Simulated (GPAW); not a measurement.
## YTiF5 and the effect of the functional

```cif
data_structure
_symmetry_space_group_name_H-M 'Immm'
_symmetry_Int_Tables_number 71
_cell_length_a 4.1911
_cell_length_b 6.9560
_cell_length_c 8.4311
_cell_angle_alpha 90.000
_cell_angle_beta 90.000
_cell_angle_gamma 90.000
_cell_volume 245.79
loop_
_atom_site_label
_atom_site_type_symbol
_atom_site_symmetry_multiplicity
_atom_site_Wyckoff_symbol
_atom_site_fract_x
_atom_site_fract_y
_atom_site_fract_z
_atom_site_occupancy
Y1 Y 2 c 0.50000 0.50000 0.00000 1
Ti1 Ti 2 a 0.00000 0.00000 0.00000 1
F1 F 2 d 0.00000 0.50000 0.00000 1
F2 F 4 i 0.50000 0.50000 0.26085 1
F3 F 4 h 0.50000 0.18102 0.00000 1
```

The cell comes from a database or a generator and needn't be the stable form of this composition.

Kept alike: task band structure; k mesh 5 × 5 × 5; occupations fermi-dirac, width 0.05 eV; no spin polarisation. Program: GPAW, potentials by row: the program's PAW data sets (release 1.2.1) made for this functional (LDA); GPAW PAW data sets (gpaw-data 1.2.1) (PBE); PAW data sets generated for this functional (PBEsol), cutoff 800 eV. The mesh is that of the run's cell of 7 atoms. No spin-orbit coupling.

| run | pressure (GPa) |
| --- | --- |
| A | -3.48 |
| B | -9.59 |
| C | -6.31 |

Pressure is positive in compression; the values hold the error of the finite cutoff, so their zero can differ a little from the energy's minimum. For a metal such a mesh leaves the last digits unconverged.

Question: The runs differ in the functional alone: LDA; PBE; PBEsol. Which run is which?

Answer: Run A is PBE; run B is LDA; run C is PBEsol. The pressure runs from -9.59 (LDA) to -3.48 GPa (PBE). From PBE: LDA -6.11; PBEsol -2.83.

All three functionals put the cell under tension, so each would lower its energy by contracting from this volume. The pull is strongest in LDA and weakest in PBE, with PBEsol roughly midway, the usual order of their equilibrium volumes. Gradient-corrected exchange favours inhomogeneous densities, and drawing ions apart makes the density between them more inhomogeneous. PBE therefore gains more from expansion than LDA does, while PBEsol, with its weaker gradient dependence in exchange, gains less than PBE.

The tension that remains even in PBE, which more often overestimates volumes, suggests a cause beyond the choice of functional. Formal charges give Ti(II) with two d electrons, which would normally carry a local moment in a fluoride. Suppressing that moment probably favours a smaller volume, though a cell that was simply too large from the start would give the same sign. The pressures alone don't yield the equilibrium volumes, which also depend on the compressibility, nor do they show which axis would shorten most.
